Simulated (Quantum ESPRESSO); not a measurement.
# Exchange energy and site moments of rutile-type MnF2 under strain along z, PBEsol with U = 4 eV on Mn

The decision is whether strain along z is worth using to tune the exchange in an antiferromagnetic MnF2 layer. Exchange sets the scale of the ordering temperature and the magnon energies, so a strong response would be useful in a device and a nuisance in a sample with uneven strain.

We compare two collinear orders at five lengths of the cell along z, from 6% compression to 6% stretching, with x and y held. The energy is that of the opposed order less that of the parallel order, per Mn atom, so a negative value favours antiferromagnetism. The site moments come from the same runs. Strain is counted from the measured cell.

## How the numbers were made

One system, MnF2 (rutile-type, P4_2/mnm), 6 atom(s) a primitive cell, from measured cells of the Crystallography Open Database (measured order: antiferro (arxiv:0910.3137)). Quantum ESPRESSO 7.5, plane waves with GBRV 1.5 PBEsol pseudopotentials, cutoff 544 eV, Fermi-Dirac smearing of 0.1 eV, k meshes whose coarsest spacing along a reciprocal vector is 0.30 to 0.34 1/Å over all runs (2π included). Functional: PBEsol with Hubbard U (eV) Mn 4 on orthogonalised atomic projectors; collinear spins, no spin-orbit coupling. Atoms stay at fixed fractions of the cell and the mesh divisions are held. In the given cell the shortest lattice vector along z is 3.311 Å long and the shortest in the xy plane 4.874 Å. At each point the moments on Mn are started parallel, opposed (signs +-) and without spin polarisation. Of the opposed order at the middle point, it reverses 0 of 2 magnetic neighbours at 3.31 Å and 8 of 8 magnetic neighbours at 3.82 Å. Runs that did not converge or carry a known fault are not listed. The same in all rows: metal or insulator in the run from the parallel start, judged by its smearing entropy or density of states at the Fermi energy (a gap under a few smearing widths counts as a metal): insulator.

Notes on method and selection:

- Each state is what a run reaches from typed starting moments; only a few collinear orders were started, so the lowest found need not be the ground state. Spin-orbit coupling is left out of these energies, which are free energies at the smearing width. A magnetic atom is one that was given a starting moment.
- Site moments count the spin inside each program's own atomic sphere, so they depend somewhat on its radius and leave out the spin between the spheres.
- Under a Hubbard U the orbital state was not searched.
- Quantum ESPRESSO sets the radius of an element's spheres to about 0.41 of its shortest distance to a neighbour, so it changes from cell to cell and the site moment with it.
- A measured moment is set beside the table only where the run ends ferromagnetic and the measured order is ferromagnetic too.
- Runs that did not converge, have known faults or may not be shown are not listed, and runs on Ansatz's PAW sets soft_1 and soft_2 are kept to separate tables.

Columns:

- strain along z: factor on the z length of the cell, x and y held.
- moment (μB): largest site spin moment reached from the parallel start.
- moment, opposed (μB): largest site spin moment reached from the opposed start.
- magnetic distance (Å): shortest distance between magnetic atoms.
- net moment (μB): net spin moment of that run per magnetic atom.
- E(opposed) - E(parallel) (meV): energy of the run from the opposed start less that of the parallel start, per magnetic atom (positive: parallel is favoured); blank where a pattern was lost.

Input lines of one member:

```
&SYSTEM
  ecutwfc = 40
  ecutrho = 280
  nbnd = 44
  occupations = 'smearing'
  smearing = 'fd'
  degauss = 0.00734986
  nspin = 2
  starting_magnetization(1) = 0.3
  starting_magnetization(2) = 0
/
&ELECTRONS
  conv_thr = 1.2d-08
  mixing_beta = 0.3
/
K_POINTS automatic
6 6 6 0 0 0
HUBBARD {ortho-atomic}
U Mn-3d 4.0000
```

Command (options for logging and memory left out): `pw.x -in pw.in`

## Results

| member | strain along z | moment (μB) | moment, opposed (μB) | magnetic distance (Å) | net moment (μB) | E(opposed) - E(parallel) (meV) |
| --- | --- | --- | --- | --- | --- | --- |
| 0.94 | 0.94 | 4.18 | 4.16 | 3.112 | 5.0000 | −27.8 |
| 0.97 | 0.97 | 4.22 | 4.21 | 3.211 | 5.0000 | −22.6 |
| 1 | 1.00 | 4.24 | 4.23 | 3.311 | 5.0000 | −18.4 |
| 1.03 | 1.03 | 4.24 | 4.23 | 3.410 | 5.0000 | −14.9 |
| 1.06 | 1.06 | 4.24 | 4.23 | 3.509 | 5.0000 | −12.0 |

## Reading the trend

The opposed order is lower at all five strains, in line with the measured antiferromagnetism. Its advantage shrinks steadily as the cell is stretched, from 27.8 to 12.0 meV per Mn, a factor of 27.8 / 12.0 = 2.32. Around the unstrained cell the slope is (22.6 − 14.9) / 6 = 1.28 meV per per cent of strain.

The change is close to exponential. With f the factor on the z length,

E = −18.4 × exp[−7.0 × (f − 1)] meV per Mn,

where 7.0 = ln(27.8 / 12.0) / 0.12. At the four strained points the formula misses by 0.2 meV or less, while the five energies scatter about their mean by 4.8 meV on average. One per cent of strain therefore changes the exchange energy by about 7%.

The tabulated magnetic distance is not the one that matters here. It belongs to the Mn neighbours along z, which stay parallel to each other in both orders. The energy comes from the eight neighbours at 3.82 Å, between cell corner and cell centre. Their distance changes only from √(4.874²/2 + (3.112/2)²) = 3.78 Å to √(4.874²/2 + (3.509/2)²) = 3.87 Å, too little for direct overlap between Mn atoms to be a likely cause.

The accepted mechanism is superexchange through fluorine. Its strength varies as t₁²t₂², where t₁ and t₂ are the electron hopping amplitudes across the two Mn-F bonds of the path. In the rutile structure one of these bonds lies in the xy plane and keeps its length, while the other is inclined to z and shortens under compression. The Mn-F-Mn angle, roughly 130°, also opens slightly. Both changes strengthen the antiferromagnetic coupling, which is the sign found. Bond lengths and angles are not shown in the table, so their separate shares remain open.

The net moment of the parallel run stays at 5.0000 μB per Mn, as expected for high-spin Mn²⁺ with five unpaired d electrons. The strain changes the coupling between the spins and leaves their size alone.

## Residuals

In the energies no point stands apart: the largest miss of the exponential, at 0.94, is 0.2 meV out of 27.8 meV.

The site moments do show a departure. In the parallel runs they are 4.24 μB at 1.00, 1.03 and 1.06, but 4.22 μB at 0.97 and 4.18 μB at 0.94. The opposed runs show the same pattern. This is not the start of a spin transition, because the net moment does not move.

The likeliest reason is the sphere in which the spin is counted. Its radius follows the shortest distance from Mn to a neighbour. Under compression the inclined Mn-F bonds can become the shortest, so the sphere shrinks and misses more of the spin. Under stretching the in-plane bonds, whose length is fixed, would set the radius, which fits the level moments on that side. Stronger mixing of Mn and F orbitals in the compressed cell would also lower the site moment and may contribute.

## Using the table

**Which strain makes the exchange energy 20% larger?**
The target is 1.20 × 18.4 = 22.1 meV per Mn. The exponential gives a strain of ln(1.20) / 7.0 = 0.026, so the z length must be compressed by 2.6%. The calculated point at 0.97 supports this, with 22.6 / 18.4 = 1.23. Such a strain is large for a bulk crystal. Half a per cent would give only 7.0 × 0.005 = 0.035, or about 3.5%.

**How strong is the coupling per pair of Mn atoms?**
We write the energy as J S₁·S₂ for each pair, counted once, with S = 5/2 = 2.5 and positive J antiferromagnetic. Each Mn has eight reversed neighbours and each pair is shared by two atoms, so the difference per Mn between the two orders is J times 8 × 2.5² = 50. Couplings to more distant reversed neighbours are neglected.

- At 0.97, J = 22.6 / 50 = 0.452 meV.
- At 1.00, J = 18.4 / 50 = 0.368 meV.
- At 1.03, J = 14.9 / 50 = 0.298 meV.

If this coupling dominates, the ordering temperature should change by nearly the same ratios. The coupling along z cancels from the energy difference and is not obtained here.

**Can the site moment serve as a gauge of the exchange?**
No. Between 1.00 and 1.06 the exchange energy falls by (18.4 − 12.0) / 18.4 = 35%, while the site moment stays at 4.24 μB.

## Summary

Between 6% compression and 6% stretching, strain along z is an effective handle on the antiferromagnetic exchange of MnF2 at this level: compression strengthens it and stretching weakens it, by about 7% per per cent. It is worth using where a layer can bear a strain of a few per cent along z with its sides held. At half a per cent the change is only about 3.5%, which is also the size of the spread to expect from uneven strain of that amount.

Three simplifications affect the numbers. A larger U would reduce the exchange energy at every strain, since superexchange weakens as the cost of moving an electron between Mn sites rises. The sides of the cell are clamped; in a sample free to widen under compression, the in-plane bonds would lengthen and the response would be weaker. The fluorine atoms are also held at fixed fractions. Letting them relax would change the two bonds of each path in opposite directions, and we leave the sign of that correction open.

Magnetic anisotropy, needed for spin-flop fields, is absent without spin-orbit coupling and dipolar terms.

[Logs are printed without paths, hosts, clocks, repeated set-up lines and the standing remarks that a program may print on its own settings, such as how far it seeks lower states.]
